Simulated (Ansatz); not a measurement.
Co: pressure and energy change per atom against volume scale

Plane-wave DFT, scalar-relativistic PAW made under PBE with cores redone for the functional, no dispersion; the given relaxed cell is scaled uniformly, energy at zero smearing counts from the unscaled cell, pressure at the given Fermi-Dirac smearing is positive in compression. The results are calculated, by Ansatz 0.2.0.

The cell before it is scaled or strained (space group Pm-3m, No. 221):
```
CELL_PARAMETERS angstrom
2.30520 0.00000 0.00000
0.00000 2.30520 0.00000
0.00000 0.00000 2.30520
ATOMIC_POSITIONS crystal
Co 0.00000 0.00000 0.00000
```

Settings of every row: spin polarised yes; functional m-r2SCAN; wave cutoff 500 eV; smearing width 0.05 eV; k mesh 15x15x15.

Atom:
| element | starting moment (Bohr magneton) |
| --- | --- |
| Co | 1.83 |

Limits: search for a lower magnetic state is off; the cell comes from a prototype or a list of computed structures and needn't be the stable phase; with one magnetic atom in the cell only parallel moments are possible.

| row | volume scale | V (Å³/atom) | pressure (GPa) | energy change per atom (meV) | largest site moment (Bohr magneton) |
| --- | --- | --- | --- | --- | --- |
| 1 | 0.88 | 10.78 | 23.24 | 91.59 | 1.47 |
| 2 | 0.92 | 11.27 | 13.57 | 37.09 | 1.61 |
| 3 | 0.96 | 11.76 | ? | ? | ? |
| 4 | 1.04 | 12.74 | -5.77 | 9.07 | 1.89 |
| 5 | 1.08 | 13.23 | -10.64 | 34.64 | 1.91 |
| 6 | 1.12 | 13.72 | -14.42 | 73.53 | 1.94 |

Question: what pressure and energy change per atom should row 3 give?

Worked fit of pressure. Take u = (V_r/V)^(2/3) − 1 with V_r = 12.74 Å³ an atom, which is twice the finite (Eulerian) strain; such expansions in the strain, on which the Birch-Murnaghan equation of state is built, carry the rest volume and the bulk modulus. The shown rows have u = 0.11781, 0.08517, 0, -0.02485, -0.0482. Least squares give pressure = −5.997 + 194.955 × u + 441.75 × u² GPa; a straight line predicts inner rows, each left out in turn, worse (root mean square 1.3 against 0.41 GPa). The rows lie off it by 0.14, -0.24, 0.23, -0.07, -0.05 (root mean square 0.17 GPa). The withheld row has u = 0.05481, so the fit gives −5.997 + 194.955 × (0.05481) + 441.75 × (0.05481)² = 6.02 GPa.

The calculation gave 5.96 GPa. The fit lies 0.06 GPa (1 % of the value, 0.16 % of the column's range) above it; its largest miss of a shown row is 0.24 GPa.

Worked fit of energy change per atom. Take u = (V_r/V)^(2/3) − 1 with V_r = 12.74 Å³ an atom, which is twice the finite (Eulerian) strain; such expansions in the strain, on which the Birch-Murnaghan equation of state is built, carry the rest volume and the bulk modulus. The shown rows have u = 0.11781, 0.08517, 0, -0.02485, -0.0482. Least squares give energy change per atom = 9.72 − 725.379 × u + 12111.4 × u² meV; a straight line predicts inner rows, each left out in turn, worse (root mean square 34 against 1.8 meV). The rows lie off it by -0.77, 1.30, -0.65, -0.58, 0.71 (root mean square 0.84 meV). The withheld row has u = 0.05481, so the fit gives 9.72 − 725.379 × (0.05481) + 12111.4 × (0.05481)² = 6.35 meV.

The calculation gave 6.96 meV. The fit lies 0.61 meV (8.8 % of the value, 0.72 % of the column's range) below it; its largest miss of a shown row is 1.30 meV.

The other values of row 3: largest site moment 1.73 Bohr magneton.
